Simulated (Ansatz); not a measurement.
Ligand exchange: CHBr2F + BH(CH3)I → CHBr2I + BH(CH3)F

Species: CHBr2F `FC(Br)Br`, singlet; BH(CH3)I, singlet; CHBr2I (dibromoiodomethane) `BrC(Br)I`, singlet; BH(CH3)F, singlet. The partners trade F for I: C–F and B–I bonds give way to C–I and B–F.

Shapes, held fixed at every level: PBE0-D4/def2-TZVP. Programs: Ansatz 0.2.0. The zero-point and thermal change to 298 K, harmonic and unscaled (PBE0-D4/def2-TZVP), is 0.0 kJ/mol.

```json
{"level": "HF/def2-TZVPP", "kind": "Hartree–Fock", "ΔH(298 K) (kJ/mol)": "-80.5", "less CCSD(T)/def2-TZVPP": "+9.5"}
{"level": "B2PLYP/def2-TZVPP", "kind": "double hybrid", "ΔH(298 K) (kJ/mol)": "-90.0", "less CCSD(T)/def2-TZVPP": "0.0"}
{"level": "MP2/def2-TZVPP", "kind": "perturbation theory", "ΔH(298 K) (kJ/mol)": "-100.1", "less CCSD(T)/def2-TZVPP": "-10.1"}
{"level": "CCSD(T)/def2-SVP", "kind": "coupled cluster or CI", "ΔH(298 K) (kJ/mol)": "-86.2", "less CCSD(T)/def2-TZVPP": "+3.8"}
{"level": "CCSD/def2-SVP", "kind": "coupled cluster or CI", "ΔH(298 K) (kJ/mol)": "-86.1", "less CCSD(T)/def2-TZVPP": "+3.9"}
{"level": "CCSD/def2-TZVPP", "kind": "coupled cluster or CI", "ΔH(298 K) (kJ/mol)": "-89.6", "less CCSD(T)/def2-TZVPP": "+0.4"}
{"level": "CCSD(T)/def2-TZVPP", "kind": "coupled cluster or CI", "ΔH(298 K) (kJ/mol)": "-90.0", "less CCSD(T)/def2-TZVPP": "0.0"}
```

The highest level, CCSD(T)/def2-TZVPP, gives ΔH(298 K) = -90.0 kJ/mol; the levels span -100.1 to -80.5. The column of differences is taken from that level and isn't an error. No measured value is set beside it here. For atoms past krypton def2 sets carry core potentials with scalar relativity. Relativity is left out for Br unless named. Correlated rows may include outer-core shells of Br, I, which these sets cover unevenly.

The exchange is clearly exothermic at every level, with -90.0 kJ/mol at CCSD(T)/def2-TZVPP, so fluorine prefers boron and iodine is left to carbon. Both elements bind fluorine more strongly than iodine, but the preference is greater at boron. The B–F bond is strongly polar, and a fluorine lone pair donates into the empty boron p orbital, a π interaction that is weaker for the larger, more diffuse iodine 5p shell and has no equally effective counterpart at saturated carbon.

Hartree–Fock already recovers most of the exothermicity, as expected when bonds are exchanged rather than lost. Correlation favours the products further, probably in part through attraction between the bulky, polarisable halogens crowded together in CHBr2I, and MP2 overshoots this contribution. Triples barely matter in either basis, whereas going from def2-SVP to def2-TZVPP shifts the coupled-cluster result noticeably more. B2PLYP's match with CCSD(T) may therefore reflect error cancellation. The favourable enthalpy says nothing about the barrier to exchange.
